How much does the gap of a cubic crystal move when a substrate squeezes it, or when it is pulled along one axis? The answer for zincblende LaBi, calculated with the r2SCAN functional, fits on the back of an envelope once one knows where in the band structure the gap sits.

Band gaps of strained zincblende LaBi (unstrained a = 7.388 Å) and their changes from the unstrained cell, from Ansatz 0.2.0 (r2SCAN, plane-wave PAW, 6×6×6 k mesh, no spin polarisation). Atoms are relaxed; the sides are held in uniaxial strain and the normal is free in epitaxial strain. Gaps are the least over the k mesh and selected further points.

| strain kind | strain (%) | band gap (eV) | band gap change (eV) | least direct gap change (eV) | gap kind |
| --- | --- | --- | --- | --- | --- |
| epitaxial xy | -4 | 1.215 | -0.261 | -0.261 | direct |
| epitaxial xy | -2.5 | 1.336 | -0.140 | -0.140 | direct |
| uniaxial 111 | 2 | 1.487 | 0.011 | 0.016 | indirect |
| uniaxial x | 2 | 1.470 | -0.006 | -0.006 | direct |
| uniaxial z | -2 | 1.425 | -0.051 | -0.051 | direct |

A positive strain is a stretch, a negative one a squeeze. In the uniaxial rows the crystal keeps its width across the pull or squeeze. The change in volume is a poor guide to these gaps. The film squeezed by 2.5 % in its plane loses only 0.8 % of its volume, because it is free to grow along its normal, yet its gap falls by 140 meV. The crystal squeezed by 2 % along z loses 2 % of its volume and only 51 meV of gap. In these two squeezes the shape of the cell matters more than its size.

**Two places compete for the gap**

In the unstrained crystal the smallest direct gap, 1476 meV, lies at the points called W. At the points called X it is 1542 meV. An electron wave at an X point runs along one cube axis, which is special for that point. Each W point also has one special cube axis. In the cubic crystal the axes are alike, so the X points share one gap and the W points another; a strain that makes the axes differ splits each family.

To first order, a gap shifts in proportion to the strain. The rule needs two strain numbers, both in per cent: v, the change of volume, and s, the strain along the special axis minus the mean strain along the other two. In meV it reads:

- gap at X = 1542 + 8 v − 29 s, for the axis with the largest s
- gap at W = 1476 + 8 v + 18 s, for the axis with the smallest s

The lower of the two is the estimate. Stretching its special axis thus narrows the gap at X, while squeezing it narrows the gap at W. Three rows set the three slopes, as told below; the same volume slope for X and W is an assumption.

**The squeezed films**

The first row can be worked in full, as it had no part in setting the slopes. The film is squeezed by 4 % along x and y, and in the same calculation it stretches by 6.62 % along its normal. For the X point along the normal, s = 6.62 + 4 = 10.62, and the volume change v is −1.7. The gap there is 1542 − 14 − 308 = 1220 meV, whereas W stays near 1370 meV. X wins, and the calculation gives 1215 meV at that very point.

The second row, at −2.5 %, set the slope for X, so its agreement is no test. Together the two films show how a table of gap changes can mislead. The listed falls, 140 and 261 meV, seem to steepen with strain, but they compare a gap at X with an unstrained gap at W. Counted from the unstrained gap at X, both films lose about 82 meV per per cent of squeeze.

That simple slope must not be carried down to zero strain. By the rule, W holds the smallest gap up to a squeeze of about 1.2 %, and the gap falls only slowly until X takes over. No row lies near this crossing, so its position is an interpolation, and close to it the smallest gap may lie between the two points, as it does in the row for x. For another LaBi film in this range of squeeze, the stretch along the normal may be taken as 1.7 times the squeeze in the plane.

**The stretch along the cube diagonal**

A pull along 111 lengthens the three cube axes equally, so s is zero. The pull also shears the cell, but by symmetry this does not shift the single levels at W to first order, so only the volume term remains there. The direct gap at W rises by 16 meV for 2 % more volume, which sets the volume slope of 8 meV per per cent. In the rule, uniform pressure would act through this term alone, since it too leaves the axes alike.

The gap in this row is indirect, 5 meV below the direct one, because the highest filled state has moved to X. The rule covers direct gaps only and does not foresee this. A likely cause is that the top filled level at X is twofold and can be split by this kind of shear; that is an argument from symmetry, not a tested result.

**Pull along x, squeeze along z**

These two strains have opposite signs, yet neither raises the gap. Part of the reason is simple bookkeeping: the values of s for the three cube axes add up to zero. A pull along x gives 2, −1 and −1; a squeeze along z gives 1, 1 and −2. Either way some axis has a negative s, and the change of shape pushes down the W gap belonging to it.

The row for x is the second worked case, and it too was kept out of the slopes. With v = 2, the X gap is 1542 + 16 − 58 = 1500 meV and the W gap is 1476 + 16 − 18 = 1474 meV. W wins, and the calculation gives 1470 meV. Growth in volume and change of shape nearly cancel, so the gap hardly moves.

For the squeeze along z the same two terms act together: −16 meV from the volume and −36 meV from the shape. This is why the gap falls by about 50 meV here and by only a few meV in the row above. The z row set the slope for W, so the calculation had to agree with the rule here.

**How far to trust the rule**

The two rows that test the rule miss by 5 and 4 meV, as the printed output shows. The film at −4 % is the stronger test, with a miss of 2 % of the computed fall in the gap, though it mainly confirms that the shift at X stays proportional to strain along one path. The row for x is weaker evidence. Its computed edges lie between X and W, at slightly different points, so the label "direct" in the table holds only to within a meV. Its change of 6 meV is smaller than the 16 meV by which the unstrained gap depends on whether W is sampled. It supports "almost no change", not a value to the last meV.

The slopes belong to this calculation and to strains of the kinds and sizes in the table. By itself, r2SCAN tends to make gaps too small, which would put both starting values of the rule too low. The line for X also leaves out a splitting of the twofold filled level there, which symmetry allows when the two other axes are strained unequally, as for some X points in the z row. Spin–orbit coupling is left out; it is strong in bismuth and may well move the levels by more than the 66 meV between the unstrained gaps at X and W, so the slopes and even the place where the gap sits could change. The crystal itself is hypothetical, since real LaBi has the rocksalt structure and is a semimetal; whether the zincblende form would be stable against every small distortion was not tested. What carries over to another cubic semiconductor with its gap at such points is the procedure: find the competing points, give each its own slopes, and take the lowest gap.

Printed output of the fit:

```
unstrained direct gap at W, meV: 1476
unstrained direct gap at X, meV: 1542
volume slope from the 111 row, meV per %: 8
W slope from the uniaxial z row, meV per %: 17.5
X slope from the epitaxial -2.5 % row, meV per %: 29.17
strains and terms:
           row  volume change %  largest excess %  smallest excess %  volume term meV  X term meV  W term meV
  epitaxial xy           -1.741             10.62             -5.309           -13.93      -307.9      -95.56
  epitaxial xy          -0.7999             6.853             -3.426           -6.399      -198.7      -61.67
  uniaxial 111                2                 0                  0               16           0           0
    uniaxial x                2                 2                 -1               16         -58         -18
    uniaxial z               -2                 1                 -2              -16         -29         -36
pencil rule in meV:
           row  X gap  W gap  estimate  computed direct gap   miss
  epitaxial xy   1220   1367      1220                 1215  5.437
  epitaxial xy   1337   1408      1337                 1336  1.149
  uniaxial 111   1558   1492      1492                 1492      0
    uniaxial x   1500   1474      1474                 1470      4
    uniaxial z   1497   1424      1424                 1425     -1
largest miss of the pencil rule over all rows, meV: 5.437
change at fixed X for epitaxial -2.5 %, meV: -206.3
change at fixed X for epitaxial -4 %, meV: -327.3
normal stretch per in-plane squeeze at -2.5 %: 1.741
interpolated epitaxial squeeze where X and W gaps cross, %: 1.209
fit of change on 5 rows: coefficient of vol 43.93 +/- 31; rms 110, worst epitaxial xy 184, leave-one-out rms 136
```
